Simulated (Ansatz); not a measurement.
## LiGa: the change of pressure with volume per atom

All results are calculated (Ansatz 0.2.0). Periodic Kohn-Sham DFT of a crystal at fixed atoms; pressure and stress are positive in compression; the energy is the free energy less that of spherical unpolarised free atoms; site moments are those in the method's own spheres, positive along +z.

Cell of the first row (space group Fd-3m, No. 227):
```
LiGa
1.0
      0.0000     3.0215     3.0215
      3.0215     0.0000     3.0215
      3.0215     3.0215     0.0000
Li Ga
2 2
Direct
  0.00000 0.00000 0.00000
  0.25000 0.25000 0.25000
  0.50000 0.50000 0.50000
  0.75000 0.75000 0.75000
```

Settings of every row: method frozen-core PAW; functional PBEsol; relativity scalar; k mesh 12x12x12; filling fermi-dirac; smearing width 0.05 eV; wave cutoff 420 eV; paw set soft_2.

Atom start moment: 0 on all atoms.

Limits: PAW files made with PBE.

```
row  volume per atom (Å³)  pressure (GPa)
  1                13.793           2.955
  2                14.086           1.738
  3                 14.38           0.662
  4                14.526           0.169
  5                14.673          -0.298
  6                 14.82               ?
  7                14.967          -1.163
  8                 15.26          -1.942
  9                15.554          -2.645
```

Question: what pressure should row 6 give?

Worked fit of pressure. Take u = (V_r/V)^(2/3) − 1 with V_r = 14.599 Å³ an atom, which is twice the finite (Eulerian) strain; such expansions in the strain, on which the Birch-Murnaghan equation of state is built, carry the rest volume and the bulk modulus. The shown rows have u = 0.03859, 0.02413, 0.01013, 0.00335, -0.00337, -0.01646, -0.02909, -0.04136. Least squares give pressure = −0.0669 + 69.766 × u + 200.59 × u² + 521 × u³ GPa; a parabola predicts inner rows, each left out in turn, worse (root mean square 0.0085 against 0.0029 GPa). The rows lie off it by 0.001, -0.003, 0.001, 0.000, 0.002, 0.000, -0.003, 0.001. The pressure vanishes at u = 0.0010, or V = 14.58 Å³ an atom, and there the bulk modulus at fixed shape and fractions is B = −V dP/dV = (2/3)(1 + u) dP/du = 46.8 GPa. The withheld row has u = -0.00997, so the fit gives −0.0669 + 69.766 × (-0.00997) + 200.59 × (-0.00997)² + 521 × (-0.00997)³ = -0.743 GPa.

The calculation gave -0.742 GPa. The fit lies 0.001 GPa (0.018 % of the column's range) below it, one unit of the last digit.
